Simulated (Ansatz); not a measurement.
A series in volume scale on Pd

All results are calculated (Ansatz 0.2.0). Plane-wave DFT, scalar-relativistic PAW made under PBE with cores redone for the functional, no dispersion; the given relaxed cell is scaled uniformly, energy at zero smearing counts from the unscaled cell, pressure at the given Fermi-Dirac smearing is positive in compression.

The cell before it is scaled or strained (space group P6/mmm, No. 191):
```
Pd
1.0
      4.4683     0.0000     0.0000
     -2.2341     3.8696     0.0000
      0.0000     0.0000     2.6486
Pd
3
Direct
  0.00000 0.00000 1.00000
  0.33333 0.66667 0.50000
  0.66667 0.33333 0.50000
```

Settings of every row: spin polarised yes; functional r2SCAN; wave cutoff 500 eV; smearing width 0.05 eV; k mesh 9x9x13.

Atom:
| element | starting moment (Bohr magneton) |
| --- | --- |
| Pd | 0.29 |
| Pd | 0.24 |
| Pd | 0.24 |

Limits: search for a lower magnetic state is off; the cell comes from a prototype or a list of computed structures and needn't be the stable phase.

| row | volume scale | V (Å³/atom) | pressure (GPa) | energy change per atom (meV) | largest site moment (Bohr magneton) |
| --- | --- | --- | --- | --- | --- |
| 1 | 0.88 | 13.433 | 31.96 | 161.1 | 0.23 |
| 2 | 0.92 | 14.044 | 18.6 | 65.74 | 0.26 |
| 3 | 0.96 | 14.655 | ? | ? | ? |
| 4 | 1.04 | 15.876 | -5.91 | 11.45 | 0.3 |
| 5 | 1.08 | 16.486 | -10.64 | 43.63 | 0.31 |
| 6 | 1.12 | 17.097 | -14.24 | 91.62 | 0.31 |

Question: what pressure and energy change per atom should row 3 give?

Worked fit of pressure. Take u = (V_r/V)^(2/3) − 1 with V_r = 15.876 Å³ an atom, which is twice the finite (Eulerian) strain; such expansions in the strain, on which the Birch-Murnaghan equation of state is built, carry the rest volume and the bulk modulus. The shown rows have u = 0.11784, 0.08518, 0, -0.02482, -0.0482. Least squares give pressure = −6.009 + 212.883 × u + 919.4 × u² GPa; a straight line predicts inner rows, each left out in turn, worse (root mean square 2.6 against 0.27 GPa). The rows lie off it by 0.12, -0.20, 0.10, 0.09, -0.11 (root mean square 0.13 GPa). The withheld row has u = 0.0548, so the fit gives −6.009 + 212.883 × (0.0548) + 919.4 × (0.0548)² = 8.42 GPa.

The calculation gave 8.25 GPa. The fit lies 0.17 GPa (2.1 % of the value, 0.37 % of the column's range) above it; its largest miss of a shown row is 0.20 GPa.

Worked fit of energy change per atom. Take u = (V_r/V)^(2/3) − 1 with V_r = 15.876 Å³ an atom, which is twice the finite (Eulerian) strain; such expansions in the strain, on which the Birch-Murnaghan equation of state is built, carry the rest volume and the bulk modulus. The shown rows have u = 0.11784, 0.08518, 0, -0.02482, -0.0482. Least squares give energy change per atom = 10.25 − 850.596 × u + 17975.25 × u² meV; a straight line predicts inner rows, each left out in turn, worse (root mean square 51 against 3.4 meV). The rows lie off it by 1.48, -2.48, 1.20, 1.19, -1.39 (root mean square 1.6 meV). The withheld row has u = 0.0548, so the fit gives 10.25 − 850.596 × (0.0548) + 17975.25 × (0.0548)² = 17.62 meV.

The calculation gave 15.45 meV. The fit lies 2.17 meV (14 % of the value, 1.5 % of the column's range) above it; its largest miss of a shown row is 2.48 meV.

The other values of row 3: largest site moment 0.28 Bohr magneton.
